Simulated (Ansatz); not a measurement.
Ta4O: opening a crack plane

Ta4O, P4/mmm, a = 3.211 Å, c = 7.342 Å. The structure is a Materials Project entry; whether it is the stable form wasn't checked. Ansatz: PBEsol, PAW, 420 eV, Γ-centred 14×14×4 mesh on 10 atoms, Gaussian smearing 0.15 eV; no spin polarisation. One cut on (001) per cell of 10 atoms is opened rigidly by x, between planes of O+Ta and Ta that stand 2.08 Å apart; y is the energy per area (10.310 Å², 1 eV/Å² = 16.02 J/m²).

```tsv
x (Å)	y (J/m²)
0.00	0.000
0.25	?
0.50	1.205
0.75	1.889
1.00	2.461
1.50	3.306
2.00	3.881
3.00	4.519
4.50	4.771
6.00	4.794
```

Question: Fit the universal binding curve y = W[1 − (1 + x/l) e^(−x/l)] to the other rows, give the peak stress, and predict the missing value.

Answer: Least squares gives W = 4.71 J/m² and l = 0.577 Å. The stress dy/dx peaks at x = l with W/(e l) = 30.0 GPa, for rigid faces. At x = 0.25: x/l = 0.433, y = 0.333 J/m². The run gave 0.461 J/m², so the fit is 0.128 J/m² too low, within twice the rms miss on the fitted rows (0.122 J/m²).

Spin–orbit coupling is left out, which can shift energies with elements as heavy as these.

Cost: 12 runs of about 6.8 core-minutes in all, on AMD EPYC 9R45 (Zen 5) (shared hosts).

The energy climbs steeply at first and then levels off, with little left to gain beyond 4.50 Å, so 4.794 J/m² is a better measure of the work of separation than the fitted W. The misses are systematic: the fit runs too low at small openings, too high from 1.50 to 3.00 Å and too low again at the end. The steepest rise between computed points falls between 0.25 and 0.50 Å, before the fitted l, so the fit probably puts the peak stress at too wide an opening, though its height looks reasonable.

A single decay length ties the initial stiffness to the tail. Here the cut probably severs short, polar Ta–O bonds together with more extended metallic Ta–Ta d bonding, and two such ranges would give this pattern. Because the two faces differ in composition, the work of separation fixes only the sum of their surface energies. With only one cut computed, nothing shows that this is the crystal's preferred cleavage plane.
